**Q:** I have calculated atomization energies for cyclotrisilane, a ring of three SiH₂ groups. A negative error means that the level binds the molecule too weakly. Why is Hartree–Fock (HF) so far off?

Atomization-energy errors for cyclotrisilane (H6Si3) from Ansatz 0.2.0 and afq 1 (own AFQMC program), in def2-TZVP or, where marked CBS, at the def2-TZVPP/QZVPP limit; PBE0/def2-SVP geometry. The best estimate is CCSD(T) at that limit plus the step to released AFQMC. Correlated levels use an RHF determinant for the molecule and frozen cores; zero-point energy is excluded.

| level | this level less the best estimate at the basis limit (meV) | statistical noise, one standard error (meV) |
| --- | --- | --- |
| HF | -6702.0 | 0.000 |
| MP2 | -1693.0 | 0.000 |
| CCSD | -1532.0 | 0.000 |
| CCSD(T) | -1261.0 | 0.000 |
| ph-AFQMC/CISD | -1231.0 | 10.000 |
| released AFQMC | -1233.0 | 9.000 |
| HF/CBS | -6637.0 | 0.000 |
| MP2/CBS | -441.0 | 0.000 |
| CCSD(T)/CBS | -22.0 | 0.000 |
| PBE | -529.0 | 0.000 |
| r2SCAN | -40.0 | 0.000 |
| PBE0 | -507.0 | 0.000 |
| B3LYP | -564.0 | 0.000 |
| wB97M-V | -193.0 | 0.000 |
| B2PLYP | -795.0 | 0.000 |

**A:** HF lets each electron see only the average cloud of the others, so it leaves out correlation, the way electrons avoid each other from moment to moment. That omission would do no harm if the atoms and the molecule had equal amounts of correlation. They do not. A hydrogen atom has one electron and no correlation at all, and a silicon atom has one valence pair, in 3s, besides two 3p electrons of parallel spin that the Pauli principle already keeps apart.

The molecule has nine valence pairs, the three free silicon atoms together three. Atomization breaks all nine bonds but leaves three pairs in the atoms. The net loss is six pairs, and HF misses the correlation energy lost with them. At the basis limit, marked CBS, this comes to 6.6 eV, or roughly 1.1 eV per lost pair if the correlation between different pairs is counted in. The count is only bookkeeping: the 3s and 3p electrons of silicon also correlate with each other, and in def2-TZVP the free atoms keep 6.2 of the 11.6 eV of CCSD(T) correlation in the molecule. HF still finds three quarters of the atomization energy.

**Q:** CCSD(T) is supposed to be accurate, yet its first row is wrong by 1.26 eV and r2SCAN by only 0.04 eV. Is the density functional better?

**A:** No, because that row mixes two errors. Rows without the mark CBS use the modest def2-TZVP basis, while the best estimate belongs to the basis limit. With its basis error removed, CCSD(T) lies only 22 meV below the best estimate. Nearly the whole 1.26 eV came from the basis, and the same holds for the two AFQMC rows. The small error of r2SCAN is welcome, but one molecule cannot show whether it reflects accuracy or a lucky cancellation.

**Q:** Why does the basis hurt CCSD(T) so much and HF so little?

**A:** Consider two electrons of opposite spin that come very close. Their repulsion grows without bound, and the exact wave function answers with a sharp kink at the point where they meet. Products of smooth orbitals build up such a kink slowly and need many functions of high angular momentum. In HF there is no kink to describe, since each electron feels only the smooth average field of the others.

The table shows the contrast: going to the limit raises the atomization energy by 65 meV in HF and by 1239 meV in CCSD(T). The kink is probably not the whole story, because def2-TZVP gives hydrogen only one set of p functions and no d functions. Even the coarser avoidance of electrons in the Si–H bonds is then described poorly, and the table does not separate the two causes.

The sign follows from the count of pairs. A small basis loses some correlation for every pair, and the molecule has more pairs than its atoms, so it loses more and appears too weakly bound. You can usually expect the same direction when atoms with unpaired electrons join into a closed-shell molecule.

**Q:** Could I correct a CCSD(T) result without running CCSD(T) in large basis sets?

**A:** For this molecule, yes. The kink is a matter of two electrons at short range, and MP2, the simplest treatment of pairs, already describes much of it. What CCSD(T) adds beyond MP2 is smaller and should depend less on the basis. If so, the error of the method and the error of the basis simply add, and the basis step can be borrowed from MP2:

basis step of MP2: −441 − (−1693) = 1252 meV

CCSD(T) at the limit: −1261 + 1252 = −9 meV

The directly computed value is −22 meV, so the estimate misses by 13 meV after a correction of more than 1.2 eV. Nothing was fitted, and the CCSD(T) row at the limit did not enter the prediction. The output printed below also tries the other obvious recipe, which enlarges the whole CCSD(T) correlation part in the proportion found for MP2. It misses by 115 meV, because it also enlarges the part beyond MP2, which here moves only from 432 to 419 meV. That steadiness is probably in part a cancellation: the step from MP2 to CCSD is expected to shrink in a larger basis and the triples to grow. The table does not separate the two, so another molecule may not come out as close.

**Q:** How much would I lose by stopping at CCSD, without the (T)?

**A:** Here you should compare levels within the same basis, so that most of the basis error drops out. Measured against released AFQMC, a random walk whose stabilizing constraint is lifted towards the end, CCSD binds too weakly by 299 meV and CCSD(T) by 28 meV. The (T) stands for triples, the joint motion of three electrons. A molecule offers more chances for it than separate atoms do, because its bond pairs lie side by side.

The atoms are not free of triples, however. In the molecule alone they lower the energy by 469 meV, but the atomization energy gains only 271 meV. The difference is already present in the free silicon atoms. An energy contribution read from the molecule alone would thus overstate its effect on bonding.

**Q:** PBE is known for binding many molecules too strongly. Why is it too weak here, and would a hybrid functional help?

**A:** PBE falls short by 529 meV, about 2% of the atomization energy. This is eight times the basis step of HF, which should be a fair guide for PBE too, since both need only the occupied orbitals. The shortfall therefore belongs mainly to the functional, although the table does not show which part of it is at fault. PBE0 replaces a quarter of the PBE exchange by exact exchange and gains just 22 meV.

That small gain has a plausible reason. Exact exchange tends to weaken binding most in multiple bonds and between atoms rich in lone pairs, as in F₂, and this ring has neither. The two functionals closest to the best estimate, r2SCAN and wB97M-V, also use the kinetic energy density, which tells a region with a single electron pair from one where several orbitals overlap. I suspect that this helps with Si–H and Si–Si bonds, but the two differ from PBE in other ways as well.

B2PLYP, the worst functional in the table, needs a separate reading. It contains a share of MP2-type correlation and so inherits part of the slow basis convergence. A few tenths of an eV of its error probably come from the basis.

**Q:** If I follow how the ring decomposes, will PBE be wrong by half an eV for each step?

**A:** Not necessarily, because atomization is the harshest case: every bond breaks at once. At the other extreme stands a reaction that keeps the number and kind of bonds, where most of the error of a functional should cancel. Real decomposition steps lie in between, so the half eV is a warning rather than a correction to apply.

For CCSD(T) in a small basis, the count of electron pairs is the better guide. If the ring expels SiH₂ in its closed-shell state, the products again hold nine valence pairs, and much of the basis error should cancel. If an Si–H bond splits into two radicals, one pair is lost, and an error of roughly 0.2 eV can remain, if the basis step of the table is shared evenly among the six lost pairs.

**Q:** Which digits can I trust?

**A:** I would quote the best estimate as 26.1 eV, although it is printed as 26.091 eV. Its statistical noise is only 9 meV, but that does not cover the extrapolation to the basis limit. If the correlation part of the whole step from def2-TZVP to the limit were wrong by 5%, the result would move by about 59 meV. The success of the MP2 correction does not rule this out, since an extrapolation error could be common to both methods.

This uncertainty does not touch every row alike. CCSD(T) at the limit shares its extrapolation with the best estimate, so its 22 meV mainly reflects the final step to released AFQMC. The rows in def2-TZVP give 28 meV for that step; the table does not explain the gap, which lies within the noise. That step is little more than twice the noise, and the energy of the molecule was still falling by about one standard error while the constraint was lifted, so it may not have settled fully. The agreement of released AFQMC with the best estimate it helped to define would be no independent test. For r2SCAN the extrapolation error enters in full, and its own basis error is open too, so its 40 meV could change sign. The PBE shortfall is large enough to survive both doubts.

Before you compare with a measurement, remember that these energies leave out zero-point vibration. For a molecule with six hydrogen atoms it lowers the atomization energy by something of the order of 1 eV. This is an estimate, not a computed value, but it is far more than the last digits discussed here. Relativistic effects, spin–orbit coupling among them, and the correlation of the core electrons are missing from the best estimate too; they are smaller, but also matter for those digits.

Output of the analysis:

```
HF share of the atomization energy at the basis limit, percent: 74.56
Correlation part of the atomization energy at the limit, eV: 6.637
The same per electron pair broken (nine pairs in the molecule, one in each Si atom), eV: 1.106
Basis step of HF from def2-TZVP to the limit, meV: 65
Basis step of MP2, meV: 1252
Basis step of CCSD(T), meV: 1239
Basis step of the CCSD(T) correlation part alone, meV: 1174
Share of the CCSD(T) correlation part present in def2-TZVP, percent: 82.25
HF less released AFQMC in the same basis, meV: -5469
MP2 less released AFQMC in the same basis, meV: -460
CCSD less released AFQMC in the same basis, meV: -299
CCSD(T) less released AFQMC in the same basis, meV: -28
Phaseless less released AFQMC, meV: 2
Gain in atomization energy from the triples, meV: 271
Triples energy that the free atoms keep, meV: 197.5
Additive model, predicted error of CCSD(T) at the limit, meV: -9
Additive model, prediction less table, meV: 13
Scaling model, predicted error of CCSD(T) at the limit, meV: 93.37
Scaling model, prediction less table, meV: 115.4
Additive estimate of the CCSD error at the limit (no such row), meV: -280
PBE error as a share of the atomization energy, percent: -2.028
Size of the PBE error over the HF basis step: 8.138
PBE0 less PBE, meV: 22
r2SCAN error if it had the basis step of HF (rough), meV: 25
Basis error of B2PLYP from its second-order part (rough), eV: 0.3205
Change of the best estimate if the correlation basis step were wrong by 5 percent, meV: 58.7
```
